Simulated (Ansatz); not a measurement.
# A ladder of methods for [B2H5]− (SMILES B[BH3-])

[B2H5]−: 7 atoms, total charge -1, spin state singlet. As SMILES, `B[BH3-]`. The coordinates come from a GFN2-xTB relaxation.

```csv
atom,x (Å),y (Å),z (Å)
B,0.2100,-0.8136,0.4743
B,-0.1199,0.6135,-0.3494
H,1.2622,-1.1283,0.9690
H,-0.6063,-1.6782,0.6575
H,-0.5315,0.3716,-1.4951
H,-1.0422,1.2301,0.2075
H,0.8278,1.4050,-0.4638
```

Quantity: the energy change with the B1–H4 bond stretched from 1.203 to 2.406 Å, in eV. The values are calculated.

```
                      level                    kind  program  value (eV)  less FCI/STO-3G  CPU time (all runs)
   BLYP/STO-3G (restricted)                     GGA   Ansatz        4.52            -0.15                  2 s
r2SCAN0/STO-3G (restricted)         hybrid meta-GGA   Ansatz        5.46            +0.79                4.1 s
  HSE06/STO-3G (restricted)  range-separated hybrid   Ansatz        5.26            +0.59                2.5 s
  wB97X/STO-3G (restricted)  range-separated hybrid   Ansatz        5.57            +0.90                8.9 s
 B2PLYP/STO-3G (restricted)           double hybrid   Ansatz        5.25            +0.58                2.6 s
    MP2/STO-3G (restricted)     perturbation theory   Ansatz        5.53            +0.86               0.16 s
BCCD(T)/STO-3G (restricted)   coupled cluster or CI   Ansatz        4.68            +0.01               0.28 s
CCSD(T)/STO-3G (restricted)   coupled cluster or CI   Ansatz        4.66            -0.01               0.23 s
                 FCI/STO-3G      exact in the basis   Ansatz        4.67             0.00                 32 s
```

FCI/STO-3G is exact within its basis and frozen core, so for wave-function methods in that basis the difference is their error; functionals converge differently with the basis, so for them it is only a difference. Sets without diffuse functions describe the anion poorly. The first shape isn't each level's own minimum. The values span 4.52 to 5.57 eV. All rows use very small basis sets, so even the best lies far from the true value. CPU times are rough (shared hosts, several kinds of processor): they show what a rung costs within a factor of a few.

Stretching a terminal B–H bond on the three-coordinate boron to twice its length brings the σ and σ* orbitals closer together, so the doubly excited σ*² configuration gains weight in the singlet. A restricted determinant keeps too much ionic character in the stretched bond and puts its energy too high. Second-order perturbation theory recovers too little of the missing left-right correlation, leaving MP2 0.86 eV above FCI. Coupled cluster with triples comes within 0.01 eV, and the near-agreement of BCCD(T) and CCSD(T) shows that the choice of orbitals matters little here.

All the hybrids, including B2PLYP, lie above FCI while BLYP lies below, probably because semilocal exchange mimics some of the left-right correlation that exact exchange lacks. The share of exact exchange alone doesn't order the rows, however, since B2PLYP lies marginally below HSE06. The success of CCSD(T) at this one stretched geometry doesn't establish that it would hold through to full homolytic dissociation, where the two configurations become nearly degenerate.
